## A good pressure from a poor basis

At a wave cutoff of 250 eV, this calculation of InSe₂ gives a pressure within 0.13 GPa of the reference, while its energy is still too high by 573 meV per atom. The small pressure error is no sign that the basis is adequate. If the cutoff correction works as intended, it shows only that the large energy error hardly changes when the cell changes size. The failure is largest in the total energy, where it is recognised by raising the cutoff and watching the energy fall; forces and single stress components carry a smaller but real share of it.

InSe₂ with six atoms in a fixed cell, computed with Ansatz 0.2.0 in scalar-relativistic PBE without spin polarisation, using plane waves, the soft_2 PAW set, an 8×8×4 k mesh and Gaussian smearing of 0.1 eV. Energies are for zero smearing, pressures are positive in compression and corrected for the finite cutoff, force changes are by component, and the reference cutoff is 600 eV.

```csv
wave cutoff (eV),energy less reference (meV/atom),pressure less reference (GPa),largest force change (eV/Å),plane waves at gamma
200,4650,-0.525,0.157,941
250,573,0.13,0.0526,1293
300,41.0,0.034,0.00666,1759
350,2.17,0.016,0.00143,2155
420,0.851,0.007,0.00049,2891
```

The wave cutoff is the highest kinetic energy of the plane waves from which the electron states are built. All errors in the table are relative to a calculation at 600 eV with the same atomic positions; the error left at 600 eV itself is not tested. The cell was strained and its atoms were displaced at random, so it is not an equilibrium crystal. In the rows from 200 to 350 eV the program warned that the cutoff is below the recommended one. The energy falls towards that reference at every step, as it should when a basis gains functions. The pressure error instead changes sign between 200 and 250 eV, so it may pass through zero at a cutoff where the energy is still off by more than 573 meV per atom.

### What pressure and forces measure

Pressure is minus the slope of the energy with volume. Here it has been corrected so that, ideally, it is the slope at a fixed cutoff. A pressure error is then the slope of the energy error, and a large error that is the same at every volume leaves no trace in it. At 250 eV, 0.13 GPa acting over a volume change of 1 % alters the energy error by only about 0.2 meV per atom.

The forces tell the same story for the positions of the atoms. Plane waves are not attached to atoms, so a force error is the slope of the energy error with position. At 250 eV the largest force change is 0.053 eV/Å. Moving one atom by 0.1 Å would thus alter the error of the six-atom cell by roughly 5 meV, out of a total of $6\times573$ meV, or 3.4 eV. Small beside the energy error does not mean small beside the forces: this force change is 9 % of the largest force component at the reference, and at 200 eV the figure is 27 %.

Both slopes indicate that nearly all of the energy error travels with the atoms and depends little on how they are arranged. They are local tests: they cover small moves and strains of this one structure, not a change to another crystal structure.

### Why the atoms carry the error

The likely source is the compact d shells. The calculation treats 90 electrons per cell, which fits 13 for each of the two In atoms and 16 for each of the four Se atoms. That count includes In 4d and Se 3d, ten electrons on every atom. These shells are filled and take little part in bonding, so they look much the same wherever the atom sits.

A compact shell needs short waves. Half the shortest wavelength is 0.43 Å at 200 eV and 0.33 Å at 350 eV, and the d shells are expected to have radii below an ångström, with Se 3d clearly smaller than In 4d. The PAW method asks the plane waves only for a smoothed form of these shells, which is why a few hundred eV can suffice. Between 200 and 350 eV each rise of the cutoff is expected to improve that form, and the energy drops steeply. Se 3d is the more tightly bound shell and probably the harder one, but the results do not divide the error between the elements.

The spacing of the bands near the Fermi level is much less affected. The crystal is metallic in this calculation, with bands that overlap by about 1.7 eV, and going from 200 to 600 eV changes this overlap by only 13 meV. The overlap is a difference, so a shift shared by both bands drops out of it, and the Fermi energy does rise by 0.13 eV. That shift is not negligible: spread over the 90 electrons, the 27.9 eV error of the cell is 0.31 eV per electron, the same order, although the Fermi energy moves up while the total energy moves down. The steady overlap is compatible with an error seated mainly in deeper states, but these numbers do not locate it.

### The pressure that had to be removed

Without the correction, the pressure would have exposed the poor basis at once. The number of plane waves grows as $VE_c^{3/2}$, where $V$ is the volume and $E_c$ the wave cutoff. A sphere of allowed waves with this scaling reproduces the column of plane waves at gamma within 2 %. If the cell expands while the set of waves stays the same, every wave is stretched and the effective cutoff falls as $V^{-2/3}$.

The energy $E$ then changes for two reasons: the crystal is strained, and its basis becomes coarser. Differentiating with respect to volume gives

$$P_{\text{fixed waves}}=P_{\text{fixed cutoff}}+\frac{2E_c}{3V}\,\frac{\partial E}{\partial E_c}.$$

The last term is the Pulay stress. It is negative because the energy falls as the cutoff rises, so it pulls the cell towards too small a volume.

Between 200 and 250 eV the energy falls by $4650-573=4077$ meV per atom, an average slope of $-0.0815$ per atom (eV of energy for each eV of cutoff). With the midpoint of 225 eV and 24.48 Å³ per atom,

$$\frac{2\times225}{3\times24.48}\times(-0.0815)\approx-0.50\ \text{eV/Å}^3\approx-80\ \text{GPa}.$$

The same estimate gives about −13 GPa between 250 and 300 eV, and −1 GPa between 300 and 350 eV. These are averages over wide steps, and no uncorrected pressure is available to test them. Because the energy curve steepens towards low cutoff, the Pulay stress is expected to be larger than the average at the lower end of each step and smaller at the upper end. The size is still instructive: at the lowest cutoffs the correction removes an estimated tens of GPa or more and leaves errors below 1 GPa in the mean pressure.

What remains can still matter. At 250 eV the total pressure is +0.07 GPa, whereas the reference gives −0.06 GPa, so the mean pressure on this cell has the wrong sign. The average over directions also flatters the result. At 200 eV one diagonal component of the stress is off by 1.05 GPa, twice the error of the mean pressure, and at 250 eV one is off by 0.32 GPa against 0.13 GPa for the mean.

### Where extrapolation fails

The steep fall of the energy error invites a second mistake. Per 50 eV of added cutoff, the error shrinks by factors of about 8, 14 and 19 up to 350 eV, but only by about 2 per 50 eV between 350 and 420 eV. Continuing the fall seen from 300 to 350 eV would predict 0.035 meV per atom at 420 eV. The computed error is 0.851 meV per atom, 24 times as large.

A slow tail after a steep fall is plausible once the d shells are mostly described, since the smoothed functions of the PAW method keep weak components at short wavelengths. The cutoff for the electron density, however, was raised together with the wave cutoff, at four times its value, and may contribute as well. Repeating the series with the density cutoff held fixed would separate the two.

The practical rule is to judge each quantity by its own change with cutoff, and not to compare two structures by energies computed at different cutoffs unless both are converged. At equal cutoff much of the atomic error should cancel between two structures with the same numbers of In and Se atoms. How much of it cancels between this cell and a form of InSe₂ with different bonding is the question that this single structure leaves open.
